**Margin comments on band energy differences and the moment oscillation theorem**

**1. Conventions and premises.** The density of states $g(E)$ is counted per atom with both spins, in states/eV, and energies are in eV per atom. The premises are these.

- (P1) Independent electrons fill the levels of a fixed one-electron Hamiltonian at $T=0$.
- (P2) $g\ge 0$ is integrable, has no delta functions, and vanishes outside a finite interval $[E_b,E_t]$.
- (P3) Two structures A and B are compared on one energy scale, $[E_b,E_t]$ covers both bands, and $\Delta$ means A minus B.

Define
$$n(\varepsilon)=\int_{E_b}^{\varepsilon} g\,dE,\qquad U=\int_{E_b}^{E_F}E\,g\,dE,\qquad \mu_p=\int E^p g\,dE, \tag{1}$$
with the Fermi level $E_F$ fixed by $n(E_F)=N$. By (P2) the function $n$ is continuous and non-decreasing. The symbol $\mu_p$ is reserved for moments, and a trial chemical potential is written $\varepsilon$.

**2. Beside "$dU/dN=E_F$".** Both $U$ and $N$ are functions of the upper limit: $dU/dE_F=E_F\,g(E_F)$ and $dN/dE_F=g(E_F)$. Where $g$ is continuous and positive at $E_F$ the map $E_F\to N$ can be inverted, and the chain rule gives
$$\frac{dU}{dN}=E_F,\qquad \frac{d^2U}{dN^2}=\frac{dE_F}{dN}=\frac{1}{g(E_F)}. \tag{2}$$
Since $E_F(N)$ never decreases, $U(N)$ is convex. A low density of states at the Fermi level means a sharply curved $U(N)$. It does not by itself mean a low $U$: the curvature is local, while the energy depends on all the filled states.

**3. Gaps and van Hove points.** In a gap $g=0$, the level $E_F(N)$ jumps by the gap width at one filling, and $U(N)$ has a kink with that jump in slope. Where $g$ diverges integrably, as at a saddle point in two dimensions, the curvature in (2) goes to zero. In three dimensions a non-degenerate critical point at $E_c$ adds a term proportional to $|E-E_c|^{1/2}$ on one side of $E_c$. Inside the band $g(E_c)>0$, so the first two derivatives stay finite and continuous, and the singularity first shows in
$$\frac{d^3U}{dN^3}=\frac{1}{g}\frac{d}{dE_F}\frac{1}{g}=-\frac{g'(E_F)}{g(E_F)^3},$$
which diverges as $|E_F-E_c|^{-1/2}$. The energy is two integrations smoother than $g$. This is why a few moments, which ignore the cusps, can still carry much of a structural trend.

**4. The function that textbooks use without naming.** Let
$$\Omega(\varepsilon)=\int_{E_b}^{\varepsilon}(E-\varepsilon)\,g(E)\,dE .$$
The integrand vanishes at the upper limit, so $\Omega'=-n(\varepsilon)$ and $\Omega''=-g(\varepsilon)$. This is the grand potential at $T=0$. For fixed $N$ the function $\Omega(\varepsilon)+\varepsilon N$ has slope $N-n(\varepsilon)$, which is non-negative below $E_F$ and non-positive above it. The function is therefore largest at $E_F$, where it equals $U-E_FN+E_FN$:
$$U(N)=\max_{\varepsilon}\,[\Omega(\varepsilon)+\varepsilon N]. \tag{3}$$

**5. Beside "to first order at fixed $N$".** Let $E_A$ and $E_B$ be the Fermi levels of the two structures at the same $N$, and define
$$F(\varepsilon)=\Omega_A-\Omega_B=\int_{E_b}^{\varepsilon}(E-\varepsilon)\,\Delta g\,dE,\qquad F'=-\Delta n,\qquad F''=-\Delta g. \tag{4}$$
Apply (3) to A with the trial value $E_B$: $U_A\ge\Omega_A(E_B)+E_BN=U_B+F(E_B)$. Apply it to B with the trial value $E_A$: $U_B\ge\Omega_B(E_A)+E_AN=U_A-F(E_A)$. Together,
$$F(E_B)\le\Delta U(N)\le F(E_A). \tag{5}$$
No smallness has been assumed. The remainder is the rise of $\Omega_A+\varepsilon N$ from $E_B$ to its maximum,
$$\Delta U-F(E_B)=\int_{E_B}^{E_A}[N-n_A(\varepsilon)]\,d\varepsilon .$$
At $E_B$ the bracket equals $-\Delta n(E_B)$, because $N=n_B(E_B)$. If $g_A$ is nearly constant between the two levels, the bracket falls linearly with slope $-g_A$ and vanishes at $E_A-E_B=-\Delta n/g_A$. The integral is the area of a triangle:
$$\Delta U(N)=\int^{E_F}(E-E_F)\,\Delta g\,dE+\frac{(\Delta n)^2}{2g_A}+\dots,\qquad E_F=E_B. \tag{6}$$
The first term is the first-order result. The factor $E-E_F$, in place of $E$, accounts for the shift of the Fermi level. The surplus $\Delta n$ must be removed at the top of the filled states, and by (2) each electron removed there carries the energy $E_F$. The same factor makes $F$ independent of the choice of energy zero. The second term is small against the first except near zeros of $F$ and where $g(E_F)$ is small.

One refinement is useful. Write $g_{A,B}=\bar g\pm\Delta g/2$ and apply (6) to each structure against the mean $\bar g$. The second-order terms are both $(\Delta n/2)^2/2\bar g$ at leading order and cancel in the difference. Evaluated at the Fermi level of the mean density of states, $F$ gives $\Delta U$ up to third order in $\Delta g$.

**6. What the moments are.** For a tight-binding Hamiltonian in an orthonormal basis, $\mu_p$ is the sum of the $p$-th powers of the eigenvalues, which is $\mathrm{Tr}\,H^p$ per atom. Written in the site basis, the trace is a sum over closed paths of $p$ steps, each step a hop or an on-site term. For a d band $\mu_0=10$ and $\mu_1=10E_d$, with $E_d$ the mean on-site level, and we set $E_d=0$. With equal on-site levels only out-and-back paths enter $\mu_2$. The trace of a bond block times its transpose does not depend on the bond direction, so it can be evaluated along the bond axis, where the block is diagonal:
$$\mu_2=2\sum_j\left(dd\sigma_j^2+2\,dd\pi_j^2+2\,dd\delta_j^2\right).$$
The prefactor counts spin and $j$ runs over neighbours. Triangles of bonds enter at $\mu_3$ and four-membered rings at $\mu_4$. With $\hat\mu_p=\mu_p/\mu_0$, the shape parameters are $\gamma_3=\hat\mu_3/\hat\mu_2^{3/2}$ and $\gamma_4=\hat\mu_4/\hat\mu_2^2$.

**7. Moments of $F$.** Suppose $\Delta\mu_0=\dots=\Delta\mu_m=0$ with $m\ge1$. Below the band $F=F'=0$. Above it, (4) gives $F=\Delta\mu_1-\varepsilon\,\Delta\mu_0=0$ and $F'=-\Delta\mu_0=0$. Two integrations by parts therefore leave no boundary terms:
$$\int \varepsilon^kF\,d\varepsilon=\int\frac{\varepsilon^{k+2}}{(k+1)(k+2)}F''\,d\varepsilon=-\frac{\Delta\mu_{k+2}}{(k+1)(k+2)}. \tag{7}$$
The right side vanishes for $k=0,\dots,m-2$. So $F$ is orthogonal to every polynomial of degree $m-2$ or less. Of the $m+1$ shared moments two are spent on closing $F$ and $F'$ at the top of the band, and $m-1$ conditions remain.

**8. The oscillation theorem.** It is associated with Ducastelle and Cyrot-Lackmann. Assume $\Delta g$ is not zero almost everywhere, so that the continuous function $F$ is not identically zero. Suppose $F$ changes sign only $r\le m-2$ times in $(E_b,E_t)$, at $e_1<\dots<e_r$. If $F$ passes through a whole interval of zeros, take any point of it. The polynomial $p(\varepsilon)=\prod_i(\varepsilon-e_i)$ changes sign at the same points, so $pF$ keeps one sign, is continuous and is not identically zero. Its integral is then non-zero. But $p$ has degree $r\le m-2$, and (7) makes the integral zero. Hence $r\ge m-1$:

*If two densities of states share the moments $\mu_0,\dots,\mu_m$, then $F$ changes sign at least $m-1$ times inside the band.*

The zeros at the empty and at the full band are not counted. The same argument gives at least $m+1$ sign changes for $\Delta g$, which is orthogonal to degree $m$, and at least $m$ for $\Delta n$, which after one integration by parts is orthogonal to degree $m-1$. Each integration costs one node.

**9. The count survives beyond first order.** The theorem is usually stated for $F(E_F)$, but it holds for the exact $\Delta U(N)$. The $m-1$ sign changes separate $m$ stretches on which $F$ is alternately positive and negative. On each stretch $|F|$ has an interior maximum at some $\varepsilon_i$. Since $F$ is continuously differentiable, $F'(\varepsilon_i)=0$, which by (4) means $n_A(\varepsilon_i)=n_B(\varepsilon_i)\equiv N_i$. At the filling $N_i$ both structures have the Fermi level $\varepsilon_i$, the bounds (5) coincide, and $\Delta U(N_i)=F(\varepsilon_i)$ exactly. The $N_i$ do not decrease with $i$, and neighbours differ because $\Delta U$ has opposite signs on them. None is $0$ or $\mu_0$, where $\Delta U$ equals $0$ and $\Delta\mu_1=0$. The continuous function $\Delta U(N)$ thus changes sign at least $m-1$ times for $0<N<\mu_0$, however large $\Delta g$ is. Higher orders move the crossings. They cannot bring the number below $m-1$.

**10. Which structure wins where.** For $k=m-1$, (7) gives $-\Delta\mu_{m+1}/[m(m+1)]$. If $F$ has exactly $m-1$ sign changes, take $p$ as in comment 8. Its lower powers integrate to zero, so
$$\int pF\,d\varepsilon=-\frac{\Delta\mu_{m+1}}{m(m+1)} .$$
Near the top of the band $p>0$, so on its last stretch $F$ has the sign of $-\Delta\mu_{m+1}$, and the signs alternate downwards. For $m=3$ the structure with the smaller fourth moment loses on the two outer stretches and wins on the middle one. With more than the minimum number of nodes this inference fails.

**11. The rectangular band.** Friedel's model takes $g_0=10/W$ for $|E|<W/2$. Then $N=(10/W)(E_F+W/2)$, so $E_F=W(N-5)/10$, and
$$U=\frac{5}{W}\left(E_F^2-\frac{W^2}{4}\right)=\frac{5}{W}\cdot\frac{WN}{10}\cdot\frac{W(N-10)}{10}=-\frac{W\,N(10-N)}{20}. \tag{8}$$
The two middle factors are $E_F+W/2$ and $E_F-W/2$. Differentiation returns $W(N-5)/10$ and $W/10=1/g_0$, as (2) requires. The energy is measured from the band centre $E_d$. Its moments are $\hat\mu_2=W^2/12$, $\gamma_3=0$ and $\hat\mu_4=W^4/80$, so $\gamma_4=9/5$ and $W=\sqrt{12\hat\mu_2}$. Equation (8) is the d-bond term alone. It is not a cohesive energy, which also contains repulsion, promotion and the free-atom reference.

**12. The bound is attained.** Put $x=2\varepsilon/W$ and $\Delta g=g_0\,a_l\,P_l(x)$ on the band, with $P_l$ a Legendre polynomial and $l\ge2$. Orthogonality makes $\Delta\mu_0,\dots,\Delta\mu_{l-1}$ vanish, so $m=l-1$. Legendre's equation is $[(1-x^2)P_l']'=-l(l+1)P_l$. Expanding and differentiating it once gives $(1-x^2)P_l'''-4xP_l''=-(l-1)(l+2)P_l'$. Multiplying by $1-x^2$ turns the left side into $[(1-x^2)^2P_l'']'$, and one more derivative gives
$$[(1-x^2)^2P_l'']''=(l-1)\,l\,(l+1)(l+2)\,P_l .$$
The function $(1-x^2)^2P_l''$ vanishes with its slope at $x=-1$, as $F$ must. From $F''=-\Delta g$ and $d\varepsilon=(W/2)\,dx$, the prefactor is $g_0W^2/4=5W/2$:
$$F_l(x)=-\frac{5W}{2}\,\frac{a_l\,(1-x^2)^2P_l''(x)}{(l-1)\,l\,(l+1)(l+2)}. \tag{9}$$
By Rolle's theorem applied twice to the $l$ simple zeros of $P_l$, the polynomial $P_l''$ has its $l-2=m-1$ zeros simple and inside $(-1,1)$. The bound cannot be improved. With $P_3''=15x$ and $P_4''=\tfrac{15}{2}(7x^2-1)$,
$$F_3=-\frac{5Wa_3}{16}\,x(1-x^2)^2,\qquad F_4=\frac{5Wa_4}{96}(1-x^2)^2(1-7x^2). \tag{10}$$
The amplitudes follow from the shape parameters. With $\tfrac12\int_{-1}^1x^3P_3\,dx=2/35$, $\tfrac12\int_{-1}^1x^4P_4\,dx=8/315$ and $\langle x^2\rangle=1/3$ for both structures,
$$\Delta\gamma_3=\frac{6\sqrt3}{35}\,a_3,\qquad\Delta\gamma_4=\frac{8}{35}\,a_4. \tag{11}$$
By parity $P_3$ leaves $\mu_4$ untouched, and $P_4$ is orthogonal to $x^3$.

**13. Why the second moments may be set equal.** At equal volume bcc and fcc need not share $\mu_2$, and the band energy is only part of the total. Let $\mathcal E=U+U_{\rm rep}$ as a function of volume. Each structure is stationary at its own equilibrium, so evaluating A at a volume displaced by a first-order amount changes $\mathcal E_A$ only in second order. Choose the volume at which $U_{\rm rep}$ of A equals the equilibrium $U_{\rm rep}$ of B. Then $\Delta\mathcal E=\Delta U$ to first order, which is Pettifor's structural energy difference theorem. One further model assumption brings in $\mu_2$: the pair repulsion is proportional to the square of the hopping integrals, so $U_{\rm rep}=\beta s^2$ with $s=\sqrt{\hat\mu_2}$ and one $\beta$ for both structures. Equal repulsion is then equal $\mu_2$.

If all hoppings scale together, $U=-\alpha s$ with $\alpha$ fixed by shape and filling. The minimum of $-\alpha s+\beta s^2$ lies at $s=\alpha/2\beta$ and equals $-\alpha^2/4\beta$. Therefore
$$\Delta\mathcal E=-\frac{\alpha_A^2-\alpha_B^2}{4\beta}=-(\alpha_A-\alpha_B)\,\frac{s_A+s_B}{2},$$
which is $\Delta U$ at the mean equilibrium $s$, exactly. Using $s_B$ in place of the mean omits $-(\Delta\alpha)^2/4\beta=-(\Delta U)^2/2|U_B|$.

**14. Range of validity.**

- Equations (2) to (5), (7) and the theorem are exact under (P1) to (P3) and the stated equality of moments. Equation (6) needs $g_A$ nearly constant and non-zero between $E_A$ and $E_B$. At a gap or a sharp van Hove peak use (5).
- The theorem gives a lower bound on the number of crossings. It says nothing on their positions, on the amplitude, or on whether they fall at fillings that elements realise.
- The moments must agree, not merely be close. For bcc and fcc only $\mu_0$ and $\mu_1$ agree by construction and $\mu_2$ by the assumption of comment 13, which guarantees one crossing. Two are guaranteed only if $\Delta\mu_3=0$ as well.
- A mismatch $\delta W$ in width adds $-\delta W\,N(10-N)/20$ by (8), a term without any node. It arises when the repulsion does not scale as the squared hopping.
- The step from $\Delta U$ to a total-energy difference needs comment 13 and a fixed Hamiltonian. Shifts of $E_d$, overlap between orbitals, sp–d hybridisation with a structure-dependent d count, and magnetic order lie outside the premises.
- At temperature $T$ the grand potential is the $T=0$ one convolved with the kernel $-\partial f/\partial E$ of the Fermi function. Convolution maps a polynomial to one of the same degree, so the orthogonality of comment 7 and the count survive, now on the whole energy axis. The kernel has variance $\pi^2(k_BT)^2/3$, so $F$ changes by $-(\pi^2/6)(k_BT)^2\Delta g$ at leading order. Lattice vibrations are not included.

**15. Illustration: bcc against fcc in the 4d series.** The series contains the wiring metals Mo and Ru. Take A = bcc and B = fcc. All of the following inputs are assumed:

- one width $W=9$ eV, typical of the middle of the series and too large at its ends;
- d occupancies $N$ of one less than the valence electron count, from 2 for Y to 9 for Pd;
- a rectangular mean density of states, $\Delta\gamma_3=0$, and a pure $P_4$ difference;
- $\Delta\gamma_4=-0.20$, negative because the bcc d band is typically the more bimodal one, and of a size chosen so that the Mo entry takes its typical magnitude. That entry is therefore no test of the model.

From (11), $a_4=-0.875$. The two densities are $g_0(1\pm\tfrac12a_4P_4)$, with $\gamma_4=1.7$ for bcc and $1.9$ for fcc. Both stay positive, the smallest value being $0.56\,g_0$ at the bcc band edges. The prefactor in (10) is $5Wa_4/96=-0.41$ eV, and the mean Fermi level sits at $x=N/5-1$. The model's first-order differences, bcc minus fcc, are:

| | Y | Zr | Nb | Mo | Tc | Ru | Rh | Pd |
|---|---|---|---|---|---|---|---|---|
| $N$ | 2 | 3 | 4 | 5 | 6 | 7 | 8 | 9 |
| $F_4$ (eV) | +0.26 | +0.03 | −0.27 | −0.41 | −0.27 | +0.03 | +0.26 | +0.18 |

Here $m=3$, and the two crossings lie at $x=\pm1/\sqrt7$, that is $N=3.11$ and $6.89$. These positions do not depend on $W$ or $a_4$, but they do depend on the rectangular mean and the pure $P_4$ form. The order fcc, bcc, fcc is the one that comment 10 predicts for $\Delta\mu_4<0$. The fillings of comment 9 follow from $\Delta n=5a_4\int_{-1}^xP_4\,dx'=\tfrac58a_4\,x(1-x^2)(3-7x^2)=0$. They are $N=1.73$, $5$ and $8.27$, where the model's exact $\Delta U$ is $+0.27$, $-0.41$ and $+0.27$ eV.

*Orders beyond the first.* A third decimal serves here only to compare two treatments of one model. At $N=4$, solving $n=4$ separately gives $x=-0.231$ for bcc and $x=-0.174$ for fcc, and direct integration of $E\,g$ gives $\Delta U=-0.270$ eV. The bounds (5) are $-0.304$ and $-0.230$ eV. At the fcc Fermi level $\Delta n=0.26$, and the second term of (6) is $0.034$ eV against an exact remainder of $0.033$ eV. At the mean Fermi level the first-order value is $-0.272$ eV, which shows the cancellation noted in comment 5. The exact upper crossing lies between $N=6.88$ and $6.90$, and the lower one mirrors it.

*Neglected terms.* At $N=5$, (8) gives $U=-11.25$ eV for the assumed width.

- A mismatch of 1 per cent in $W$ shifts $\Delta U$ by $0.11$ eV at $N=5$. It exceeds the entries for Zr and Ru, and a few per cent would rival the whole effect.
- An assumed residual $\Delta\gamma_3=-0.05$ means $a_3=-0.168$ and adds $F_3$ with extrema $\mp0.14$ eV at $N=2.76$ and $7.24$. It moves the crossings to $N=2.65$ and $6.52$, which changes the sign of the Zr entry.
- The term $(\Delta U)^2/2|U|$ of comment 13 is $0.007$ eV, and the electronic thermal shift at 300 K is $+0.4$ meV, both at $N=5$. They are negligible.

*Where the model misses.* As typical knowledge from density-functional work, not as measurement, bcc lies below fcc only for Nb and Mo, by roughly 0.3 and 0.4 eV, while fcc is lower by roughly 0.2 eV for Tc, 0.5 eV for Ru, and 0.1 eV or less for Y and Pd. The model's bcc window of $10/\sqrt7=3.78$ electrons is thus too wide and ends too late: the sign for Tc is wrong, the value for Ru is an order of magnitude too small, and those for Y and Pd are too large by a factor of two or more. A $P_3$ term slides the window but does not narrow it, so the repair has to come from fifth and higher moments, from the shape of the mean band and from the sp states. Y, Zr, Tc and Ru are typically hcp, a third structure that this comparison does not address. What the theorem secures is the count: with $\mu_0$ to $\mu_3$ shared, the preference between bcc and fcc must reverse at least twice across the d band, and in this model bcc wins the middle stretch by $0.41$ eV per atom at $N=5$.